**Question.** I am looking at r2SCAN band levels of wurtzite crystals, each counted from its own valence top at Γ. Band c1 is the lowest empty band and v1 the highest filled one. Γ is the centre of the hexagonal Brillouin zone, M the middle of a side and K a corner.

Wurtzite crystals (space group P6_3mc), computed with Ansatz 0.2.0 using r2SCAN, plane waves and PAW, with a 500 eV cutoff, fixed occupations and no spin polarisation, in cells relaxed with the same functional. Band levels are counted from each crystal's own valence top, which lies at Gamma; v1 is the highest filled band and c1 the lowest empty one.

```csv
formula,element on site A,Z A,element on site B,Z B,difference of Pauling electronegativities,volume per atom (Å³),shortest distance (Å),k mesh,"band c1 at Gamma, r2SCAN (eV)","band c1 at M, r2SCAN (eV)","band v1 at K, r2SCAN (eV)"
AlN,Al,13,N,7,1.43,10.40,1.888,12×12×6,4.880,6.454,-2.409
ZnO,Zn,30,O,8,1.79,11.81,1.970,12×12×6,1.238,6.439,-1.769
ZnS,Zn,30,S,16,?,19.58,2.333,12×12×4,?,?,?
GaN,Ga,31,N,7,?,11.37,1.945,12×12×6,?,?,?
CdS,Cd,48,S,16,0.89,25.41,2.545,12×12×4,1.632,4.149,-1.615
CdSe,Cd,48,Se,34,0.86,28.87,2.655,12×12×4,1.105,3.632,-1.625
```

Every cell here was relaxed with r2SCAN. ZnO has a much shorter bond than CdS, yet its gap at Γ is smaller. At M the short-bond crystals do have the higher empty levels. Can I use bond length to fill in ZnS and GaN, or does each level need its own chemistry?

**Answer.** Three sizes are worth remembering. The known gaps run from about 1 to 5 eV, the empty levels at M lie roughly 4 to 6 eV above the valence top, and the filled band at K lies about 2 eV below it. These levels belong to different kinds of states, so I would forecast each in its own way.

Start with the gap. In standard theory the lowest empty state at Γ is an antibonding mixture of cation s and anion s orbitals. A shorter bond pushes it up, and a deeper cation s level pulls it down. Filled cation d states close below the anion p states push the valence top up and narrow the gap further. The calculation lists no orbital weights, so this assignment is argued and not read from the table.

For ZnS the nearest guide is the step from CdSe to CdS, along which the gap grows as the volume per atom $V$ shrinks. The slope is 4.13 eV per unit fall of $\ln V$, or about 0.4 eV for ten per cent of volume. Continuing from CdS to the volume of ZnS gives

$$1.632 + 4.13\,\ln(25.41/19.58) \approx 2.7\ \text{eV}.$$

ZnS played no part in that slope. The slope isn't a pure compression effect, because it comes from exchanging Se for S, and ZnS also exchanges the cation.

GaN shares its anion with AlN, while Ga resembles Zn in having a filled 3d shell. That shell screens the nucleus poorly, so the Ga 4s level lies deeper than Al 3s. I therefore expect its gap between those of AlN and ZnO. Chemistry doesn't say where, so I interpolate in $\ln V$, which gives 2.3 eV. This is a forecast of the r2SCAN gap and not of the measured one: semilocal functionals make the gaps of all these crystals too small. ZnO is hit especially hard, in part because its Zn 3d states are placed too high, so its place below CdS is no guide to nature.

At M the simplest idea is that kinetic energy and hopping between neighbours scale as $1/d^2$, with $d$ the shortest distance. One constant fitted to the four known rows gives $24.5/d^2$, in eV with $d$ in Å, and hence 4.5 eV for ZnS. For GaN I start from AlN instead, since the anion is the same. Scaling by bond length gives 6.1 eV, from which I take 0.4 eV for the deeper Ga 4s level; the size of that correction is a judgement.

The filled band at K needs one more ingredient. It drops away from Γ because anion p orbitals couple to one another and to the cations, and the part that runs through the cations weakens when cation and anion levels lie far apart. I use the electronegativity difference $\Delta\chi$ as a measure of that separation:

$$E_K = -\frac{14.9 - 4.4\,\Delta\chi}{d^2}.$$

For ZnS and GaN, where the table leaves $\Delta\chi$ blank, I take it from the tabulated Pauling values. The formula has two constants for four rows, and CdS and CdSe are nearly alike, so the close fit is a weak test. AlN is also expected to have a different kind of valence top, a single state above a degenerate pair; the program takes their spacing as 0.22 eV, an input that the table doesn't hold.

These are the forecasts in eV, with ranges set by judgement:

| Crystal | Gap at Γ | Empty level at M | Filled level at K |
|---|---|---|---|
| ZnS | 2.7 (2.3 to 3.1) | 4.5 (4.1 to 4.9) | −2.0 (−2.2 to −1.8) |
| GaN | 2.3 (1.7 to 2.9) | 5.7 (5.1 to 6.3) | −2.5 (−2.9 to −2.1) |

In words, ZnS should have a larger gap than CdS, GaN should have a much smaller one than AlN, and the empty level at M should lie well above the one at Γ in both.

The computed values are these.

The withheld rows as computed:

```csv
formula,element on site A,Z A,element on site B,Z B,difference of Pauling electronegativities,volume per atom (Å³),shortest distance (Å),k mesh,"band c1 at Gamma, r2SCAN (eV)","band c1 at M, r2SCAN (eV)","band v1 at K, r2SCAN (eV)"
ZnS,Zn,30,S,16,0.93,19.58,2.333,12×12×4,2.781,4.037,-2.149
GaN,Ga,31,N,7,1.23,11.37,1.945,12×12×6,2.351,5.591,-2.803
```

Five of the six fall inside their ranges; the empty level of ZnS at M falls just outside, and that range was narrower than the fit's leave-one-out error of 0.43 eV. The three forecasts in words hold: the empty level at M lies 1.26 eV above the one at Γ in ZnS and 3.24 eV above it in GaN. The printed output after this answer lists the fits and each miss.

Both gaps came out within 0.1 eV of the forecast, much closer than the ranges promised. That agreement doesn't confirm the mechanism, because each estimate changes volume and chemistry together. For GaN, volume served only as a ruler between two chemistries: the gaps of AlN and ZnO differ by 3.6 eV, far more than their small difference in volume would be expected to cause. Either cell edge, used as the ruler instead, would have moved the estimate by several tenths of an eV.

The miss at M is more instructive. From CdS to ZnS the bond shortens by 8%, so the $1/d^2$ rule demands a clear rise. The computed level instead falls slightly, from 4.15 to 4.04 eV, while the gap grows by more than 1 eV. The single constant had mainly separated the short-bond AlN and ZnO from the long-bond cadmium compounds, and bond length doesn't mark out where it fails: it lies 0.46 eV too high for ZnS, 0.88 eV too high for short-bond GaN and 0.41 eV too high for AlN, one of its own rows.

Compression offers one reason why the two levels can part. In tetrahedral semiconductors compression lifts the s-like conduction edge at Γ strongly. Levels at the zone boundary often contain more p character; they usually move less, and some even fall relative to the valence top. The step from CdS to ZnS fits this picture, and in the same runs the empty level at K falls too, by about 0.4 eV, although replacing Cd by Zn may contribute as well. The step from CdSe to CdS doesn't show it: there the volume also shrinks, but both levels rise by about 0.5 eV. An equal rise is what a lower valence top would give, and the S 3p level is expected to lie deeper than Se 4p. The line I continued to ZnS may thus have measured the anion more than the volume, and its good gap may be partly luck. The empty level at K also rises on that step, by about 0.4 eV. These runs leave out spin-orbit coupling, which would be expected to raise the valence top of CdSe more than that of CdS, so the slope belongs to this level of theory. Compression alone can't explain the whole table.

GaN at M looks like a success, but the fitted constant alone would have given 6.5 eV against a computed 5.6 eV. Starting from AlN removed about 0.4 eV of that excess, and the correction for the Ga 4s level took off another 0.4 eV. Since ZnS also fell below the rule, where no such correction had been made, part of the lowering in GaN may be the failure of the rule itself. The good number therefore doesn't establish the size of the 4s effect.

At K both filled levels lie deeper than forecast, by 0.15 eV in ZnS and 0.30 eV in GaN. The fit had reproduced its own four rows to about 0.05 eV, which shows how little such closeness means with so few independent rows. The general size was right, but this formula misses part of the drop. The different valence top of AlN doesn't look like the cause. Counted from the degenerate pair, its filled level would be shallower, and a fit to that value would be expected to put the GaN forecast even further from the computed level. I have no tested explanation for the remainder.

So bond length alone won't fill in your table. What stays open is how much of the change at M from CdS to ZnS comes from compression and how much from the cation. Computing CdS again at the volume of ZnS would separate the two.

Numerical output:

```
Levels times squared bond length (eV Å²) and rise from Gamma to M (eV):
   row  empty Gamma  empty M  filled K depth  M above Gamma
   AlN        17.39    23.01           8.587          1.574
   ZnO        4.805    24.99           6.865          5.201
   ZnS        15.14    21.97            11.7          1.256
   GaN        8.894    21.15            10.6           3.24
   CdS        10.57    26.87           10.46          2.517
  CdSe        7.789     25.6           11.45          2.527
fit of level_c1_M_r2SCAN on 4 rows: coefficient of invd2 24.47 +/- 0.79; rms 0.296, worst AlN 0.41, leave-one-out rms 0.433
  rows outside the fit (model, value, miss): ZnS 4.495, 4.037, 0.458; GaN 6.467, 5.591, 0.876
fit of level_v1_K_r2SCAN on 4 rows: coefficient of invd2 -14.87 +/- 0.66, coefficient of chid2 4.444 +/- 0.45; rms 0.047, worst CdS -0.0699, leave-one-out rms 0.0843
  rows outside the fit (model, value, miss): ZnS -1.972, -2.149, 0.177; GaN -2.485, -2.803, 0.318
Gap gained per unit fall of log volume from CdSe to CdS (eV): 4.128
ZnS gap from the continued CdSe-CdS line (eV): 2.708
GaN gap interpolated between AlN and ZnO (eV): 2.326
GaN empty level at M scaled from AlN by bond length (eV): 6.081
GaN empty level at M after the judged lowering (eV): 5.681
AlN filled level at K counted from the doublet (eV): -2.186
ZnS gap, forecast 2.7 less computed (eV): -0.081
GaN gap, forecast 2.3 less computed (eV): -0.051
ZnS empty M, forecast 4.5 less computed (eV): 0.463
GaN empty M, forecast 5.7 less computed (eV): 0.109
ZnS filled K, forecast -2.0 less computed (eV): 0.149
GaN filled K, forecast -2.5 less computed (eV): 0.303
```
